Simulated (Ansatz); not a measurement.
## A series in volume scale on TiNi

All results are calculated (Ansatz 0.2.0). Free energy against uniform scaling of the volume at fixed shape and fractions; periodic cell, basis, potentials, k mesh and filling as listed.

The cell before it is scaled or strained (space group P4/mmm, No. 123):
```
TiNi
1.0
      2.7358     0.0000     0.0000
      0.0000     2.7358     0.0000
      0.0000     0.0000     3.5814
Ti Ni
1 1
Direct
  0.50000 0.50000 0.50000
  0.00000 0.00000 0.00000
```

Settings of every row: functional r2SCAN; dispersion none; potentials PAW; wave cutoff 600 eV; density cutoff 2400 eV; k mesh 10x10x8; k shift 0x0x0; occupations fermi dirac; smearing width 0.1 eV; spin collinear; SCF threshold exponent -10.

Limits: coarse k mesh, up to 40 meV an atom off; state may not be the lowest; the cell comes from a prototype or a list of computed structures and needn't be the stable phase; with one magnetic atom in the cell only parallel moments are possible.

| row | volume scale | V (Å³/atom) | energy above lowest point (meV/atom) |
| --- | --- | --- | --- |
| 1 | 0.94 | 12.599 | 14.4 |
| 2 | 0.96 | 12.867 | 4 |
| 3 | 0.98 | 13.135 | 0 |
| 4 | 1 | 13.403 | 1.6 |
| 5 | 1.02 | 13.671 | 8.3 |
| 6 | 1.04 | 13.939 | 19.4 |
| 7 | 1.06 | 14.207 | ? |

Question: what energy above lowest point should row 7 give?

Worked fit of energy above lowest point. Take u = (V_r/V)^(2/3) − 1 with V_r = 13.269 Å³ an atom, which is twice the finite (Eulerian) strain; such expansions in the strain, on which the Birch-Murnaghan equation of state is built, carry the rest volume and the bulk modulus. The shown rows have u = 0.03515, 0.02072, 0.00679, -0.00668, -0.0197, -0.03231. Least squares give energy above lowest point = 0.14 − 123.6 × u + 14835 × u² + 6385 × u³ meV/atom; a parabola predicts inner rows, each left out in turn, worse (root mean square 0.08 against 0.033 meV/atom). All shown rows lie on it to the printed digit. The withheld row has u = -0.04451, so the fit gives 0.14 − 123.6 × (-0.04451) + 14835 × (-0.04451)² + 6385 × (-0.04451)³ = 34.5 meV/atom.

The calculation gave 34.6 meV/atom. The fit lies 0.1 meV/atom (0.29 % of the column's range) below it, one unit of the last digit. This row lies beyond the range of the fit.
